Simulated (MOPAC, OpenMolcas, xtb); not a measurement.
## How methods differ on BH5S (B(H2S)H3)

BH5S: 7 atoms, total charge 0, spin state singlet. As SMILES, `[H]B([H])([H])<-S`. Geometry: relaxed at GFN2-xTB.

Quantity: the dipole moment, in D. The values are calculated.

| level | kind | program | value (D) | CPU time |
| --- | --- | --- | --- | --- |
| AM1 | semi-empirical | MOPAC | 4.09 | under 2 s |
| MNDO | semi-empirical | MOPAC | 4.45 | under 2 s |
| GFN0-xTB | semi-empirical | xtb | 5.59 | under 2 s |
| GFN1-xTB | semi-empirical | xtb | 4.72 | under 2 s |
| HF/STO-3G | Hartree–Fock | OpenMolcas | 4.62 | 1.8 s |
| HF/3-21G | Hartree–Fock | OpenMolcas | 3.93 | 2 s |
| HF/def2-SVP | Hartree–Fock | OpenMolcas | 4.12 | 3 s |
| BLYP/def2-SVP | GGA | OpenMolcas | 4.11 | 16 s |
| TPSS/def2-TZVP | meta-GGA | OpenMolcas | 3.75 | 50 s |
| B3LYP/6-31G* (spherical functions) | global hybrid | OpenMolcas | 3.95 | 13 s |

The values span 3.75 to 5.59 D. Sets without polarisation functions give poor dipoles. Without the sets that lack polarisation functions the rows with a basis span only 3.75 to 4.12 D. Times are those of the runs behind each value, whatever else they computed, on shared processors of several kinds: orders of magnitude only.

Every method gives H2S–BH3 a large dipole moment, as expected for a dative bond. Sulfur donates a lone pair into the empty p orbital of boron, which shifts electron density towards the BH3 end, where the hydrogens are already hydridic. The moment of the H2S fragment has a component in the same direction and adds to that of the transfer, whereas free planar BH3 has none.

With def2-SVP, Hartree–Fock and BLYP agree almost exactly, at 4.12 and 4.11 D, so exchange and correlation make little net difference in this pair. The lower TPSS value can't be assigned to either functional or basis, since both change at once. GFN0-xTB lies highest, probably because its charges are not iterated to self-consistency. AM1 falls inside the range of the polarised sets, but one molecule doesn't establish its reliability for dative bonds. Nor does the agreement test the B–S distance, to which the charge transfer, and hence the dipole, is sensitive.
